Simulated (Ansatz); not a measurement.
# Redistribution: C2H2F4 + C2H2FI → C2H2F3I + C2H2F2

Species: C2H2F4 (norflurane) `FCC(F)(F)F`, singlet; C2H2FI `C=C(F)I`, singlet; C2H2F3I (1,1,1-trifluoro-2-iodoethane) `FC(F)(F)CI`, singlet; C2H2F2 (vinylidene fluoride) `C=C(F)F`, singlet. The partners trade F for I; both sit on C, so the bond types are kept.

Shapes, held fixed at every level: PBE0-D4/def2-TZVP. Programs: Ansatz 0.2.0. The zero-point and thermal change to 298 K, harmonic and unscaled (PBE0-D4/def2-TZVP), is -0.5 kJ/mol.

| level | kind | ΔH(298 K) (kJ/mol) | less CCSD(T)/def2-TZVPP | CPU time (sum over the molecules) |
| --- | --- | --- | --- | --- |
| B3LYP-D4/def2-TZVPP | global hybrid | -38.6 | +2.5 | 40 s |
| BHLYP-D4/def2-TZVPP | global hybrid | -42.3 | -1.2 | 30 s |
| r2SCAN0-D4/def2-TZVPP | global hybrid | -46.2 | -5.1 | 44 s |
| wB97X-V/def2-TZVPP | range-separated hybrid | -42.5 | -1.4 | 68 s |
| B2PLYP/def2-TZVPP | double hybrid | -38.7 | +2.4 | 53 s |
| CCSD(T)/def2-SVP | coupled cluster or CI | -47.9 | -6.8 | 72 s |
| CCSD/def2-TZVPP | coupled cluster or CI | -41.8 | -0.7 | – |
| CCSD(T)/def2-TZVPP | coupled cluster or CI | -41.1 | 0.0 | 31 min |

The highest level, CCSD(T)/def2-TZVPP, gives ΔH(298 K) = -41.1 kJ/mol; the levels span -47.9 to -38.6. The column of differences is taken from that level and isn't an error. No measured value is set beside it here. For atoms past krypton def2 sets carry core potentials with scalar relativity. Correlated rows may include outer-core shells of I, which these sets cover unevenly. Times are processor times on shared x86 and Arm servers, and rough.

Every level makes the exchange clearly exothermic, so its direction doesn't depend on the treatment of correlation. The driving force is probably the placement of fluorine. In vinylidene fluoride, two fluorines share one carbon, where lone-pair donation into the neighbouring C–F antibonding orbital and the π system strengthens the bonds. In norflurane, the lone fluorine sits on a carbon next to the electron-poor CF3 group, where two positively polarised carbons adjoin. Iodine, less electronegative and a weaker π donor, gives up less by taking that saturated site.

Triple excitations barely alter the result, as expected for closed-shell molecules with matched bond types. Going from def2-SVP to def2-TZVPP shifts CCSD(T) more than any listed functional departs from the larger-basis value, which suggests that the description of polarised C–F and C–I bonds matters more here than higher excitations. Without a further basis step, the small gaps among the closest functionals don't support ranking them by accuracy.
